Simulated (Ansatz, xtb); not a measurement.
**Relative energy of two isomers of C6H6F2**

Structure a is `FC1=CC[C@@]2(F)C[C@@H]12`, a singlet and structure b is `C=C1CC(F)=C[C@@H]1F`, a singlet. Both are isolated molecules in the gas phase, relaxed with B3LYP/def2-SVP; the shapes shown needn't be the lowest conformers.

a (Å):

```xyz
14

C     1.8398   -0.6949    0.1173
C     1.3259    0.5294   -0.0625
C    -0.1764    0.4964    0.1193
C    -0.4832   -0.9866    0.3155
C    -0.1885   -1.9742   -0.7589
C     0.8219   -1.7488    0.3705
F     3.1332   -1.0170    0.0620
F    -1.5023   -1.2675    1.1767
H     1.9006    1.4228   -0.3075
H    -0.4934    1.0495    1.0221
H    -0.7287    0.9269   -0.7337
H     0.0572   -1.6351   -1.7702
H    -0.7586   -2.9054   -0.6966
H     1.0140   -2.5516    1.0874
```

b (Å):

```yaml
atoms:
  - { symbol: C, position_ang: [-1.6056, -0.5572, -0.4623] }
  - { symbol: C, position_ang: [-0.3150, -0.6609, -0.1437] }
  - { symbol: C, position_ang: [0.5885, 0.4512, 0.3651] }
  - { symbol: C, position_ang: [1.8891, -0.2745, 0.5352] }
  - { symbol: C, position_ang: [1.8657, -1.5693, 0.2029] }
  - { symbol: C, position_ang: [0.4981, -1.9491, -0.2822] }
  - { symbol: F, position_ang: [2.9421, 0.3883, 1.0057] }
  - { symbol: F, position_ang: [0.5283, -2.3856, -1.6097] }
  - { symbol: H, position_ang: [-2.1453, 0.3909, -0.3817] }
  - { symbol: H, position_ang: [-2.1652, -1.4207, -0.8327] }
  - { symbol: H, position_ang: [0.6855, 1.2950, -0.3420] }
  - { symbol: H, position_ang: [0.2381, 0.8783, 1.3219] }
  - { symbol: H, position_ang: [2.7072, -2.2591, 0.2621] }
  - { symbol: H, position_ang: [0.0528, -2.7818, 0.2923] }
```

Energies in hartree; the thermal terms are from GFN2-xTB frequencies at re-optimised GFN2-xTB minima (ideal gas, soft modes damped towards free rotors, one conformer each, 298.15 K, 1 atm) and include the zero-point energy:

|  | a | b |
| --- | --- | --- |
| E, CCSD(T)/def2-SVP | −430.429445 | −430.440470 |
| E, MP2/def2-SVP | −430.340167 | −430.346394 |
| E, MP2/def2-TZVPP | −431.139288 | −431.149502 |
| zero-point energy | 0.103856 | 0.102293 |
| H(298 K) − E | 0.111337 | 0.110472 |
| G(298 K) − E | 0.073300 | 0.070484 |

Question: Correct the CCSD(T) difference for the basis set by the MP2 change, then work out ΔE, ΔE₀, ΔH and ΔG for a → b in kJ/mol (1 Eh = 2625.50 kJ/mol) and the equilibrium ratio [b]/[a].

Answer: 1. Differences b − a: CCSD(T) −0.011025, MP2 in the small set −0.006227, MP2 in the large set −0.010214 Eh.
2. ΔE = −0.011025 + (−0.010214 − (−0.006227)) = −0.015012 Eh = −39.41 kJ/mol.
3. ΔE₀ = ΔE + ΔZPE = −0.015012 + (−0.001563) Eh = −43.52 kJ/mol.
4. ΔH = ΔE + (−0.000865) Eh = −41.69 kJ/mol.
5. ΔG = ΔE + (−0.002816) Eh = −46.81 kJ/mol, so ΔS = (ΔH − ΔG)/T = +17.2 J/(mol K).
6. kT = 0.9442 mEh, so K = [b]/[a] = exp(−ΔG/kT) = exp(+18.88) ≈ 1.6 × 10^8.

Structure b is favoured at this temperature. An error of 4 kJ/mol in ΔG would change K by a factor of 5. GFN2-xTB, HF/STO-3G gave ΔE the other sign. Mirror images and further conformers aren't counted.

As drawn, b has 1 C=C in place of 2 C–C. Structure a has a 3-membered ring and a 5-membered ring, b a 5-membered ring.

Other levels gave ΔE = +15.2 (GFN2-xTB); +19.6 (HF/STO-3G, GFN2-xTB geometries); −17.7 (r2SCAN-D4/def2-SVP, GFN2-xTB geometries); −32.0 (B3LYP/def2-SVP); −43.3 (HF/def2-SVP); −16.3 (MP2/def2-SVP); −28.9 (CCSD(T)/def2-SVP) kJ/mol. The correlated steps freeze 8 core orbitals. Programs: Ansatz 0.2.0, xtb 6.7.1.

Isomer b lies clearly below a, and most of the preference is electronic: the thermal and entropic terms only add to it. The main cause is probably release of strain. The fused cyclopropane in a has bent, poorly overlapping C–C bonds, and opening it more than repays the replacement of two σ bonds by one σ and one π bond. Conjugation can't be the driving force, since saturated carbons separate the two double bonds of b on both sides of the ring, whereas a has an alkene next to the cyclopropane. Fluorine probably contributes too, because one C–F bond moves from a strained ring carbon to an allylic one, but this comparison doesn't isolate that effect. The positive entropy change fits the loss of a rigid small ring.

The two methods that favour a probably misjudge the balance between small-ring strain and π bonding, to which minimal basis sets are poorly suited. The large equilibrium ratio is purely thermodynamic and doesn't imply that a rearranges readily, as no barrier was computed.
